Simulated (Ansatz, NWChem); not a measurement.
A small benchmark: dipole moment

6 molecules without hydrogen; the dipole moment in D, computed less measured. Shapes, held fixed at every level: PBE0-D4/def2-TZVP. No vibrational averaging. Dipoles are compared by magnitude; molecules under 1 D, whose direction can flip, are left out. Programs: Ansatz 0.2.0, NWChem 7.3.0. A level may come from different programs for different species; with the same settings they agree closely. Measured values: NIST CCCBDB.

Levels: A = HF/def2-SVP; B = r2SCAN-D4/def2-TZVPP; C = wB97M-V/def2-TZVPP.

```json
{"molecule": "NS (Mononitrogen monosulfide)", "measured": "1.81", "A": "-0.17", "B": "-0.01", "C": "+0.11"}
{"molecule": "SO2 (sulfur dioxide)", "measured": "1.63", "A": "+0.66", "B": "-0.05", "C": "+0.17"}
{"molecule": "PF3 (SMILES FP(F)F)", "measured": "1.03", "A": "+0.52", "B": "-0.18", "C": "+0.04"}
{"molecule": "SCl2O2 (sulfuryl chloride)", "measured": "1.81", "A": "+0.48", "B": "-0.13", "C": "+0.14"}
{"molecule": "SO2F2 (sulfuryl fluoride)", "measured": "1.12", "A": "+0.01", "B": "+0.02", "C": "+0.04"}
{"molecule": "C2F3N (cyanotrifluoromethane)", "measured": "1.33", "A": "-0.16", "B": "+0.16", "C": "+0.07"}
```

Q: Which level does best on this set, which worst, and which err to one side?

A: 
```csv
level,kind,mean error,mean absolute error,worst case
HF/def2-SVP,Hartree–Fock,+0.223,0.333,SO2
r2SCAN-D4/def2-TZVPP,meta-GGA,-0.032,0.092,PF3
wB97M-V/def2-TZVPP,range-separated hybrid,+0.095,0.095,SO2
```

On this set r2SCAN-D4/def2-TZVPP has the smallest mean absolute error and HF/def2-SVP the largest. HF/def2-SVP is too high in 4 of 6; r2SCAN-D4/def2-TZVPP is too low in 4 of 6; wB97M-V/def2-TZVPP is too high in 6 of 6. The levels differ in basis as well as in method. The tabulated value of C2F3N is in doubt (older tables, estimates, or at odds with other calculations) and kept here. Over the 5 molecules whose values aren't doubted the mean absolute errors are A 0.368; B 0.078; C 0.100. The smallest two are near a tie. Spin contamination: NS (⟨S²⟩ up to 1.14). Open shells run unrestricted. The set is small.

Hartree–Fock's large errors come from SO2, PF3 and SCl2O2, where it overshoots by +0.66, +0.52 and +0.48 D. Without correlation it makes bonds from sulfur or phosphorus to oxygen or fluorine too ionic; correlation moves some of that charge back to the central atom. The small basis, short of polarisation functions for such bonds, probably contributes too, and the two effects can't be separated here.

SO2F2 breaks the pattern, with an error of only +0.01 D. Its S–O and S–F bond moments oppose each other, so exaggerated polarity in both can largely cancel. In SCl2O2 the less polar S–Cl bonds offset the S–O moments less, leaving more of the error visible. The close agreement for SO2F2 is therefore weak evidence of a good charge distribution.

wB97M-V gives a larger dipole than r2SCAN in every molecule except C2F3N, which suggests that its exact exchange holds more charge on the electronegative atoms. The two differ more clearly in the direction of their errors than in overall accuracy.
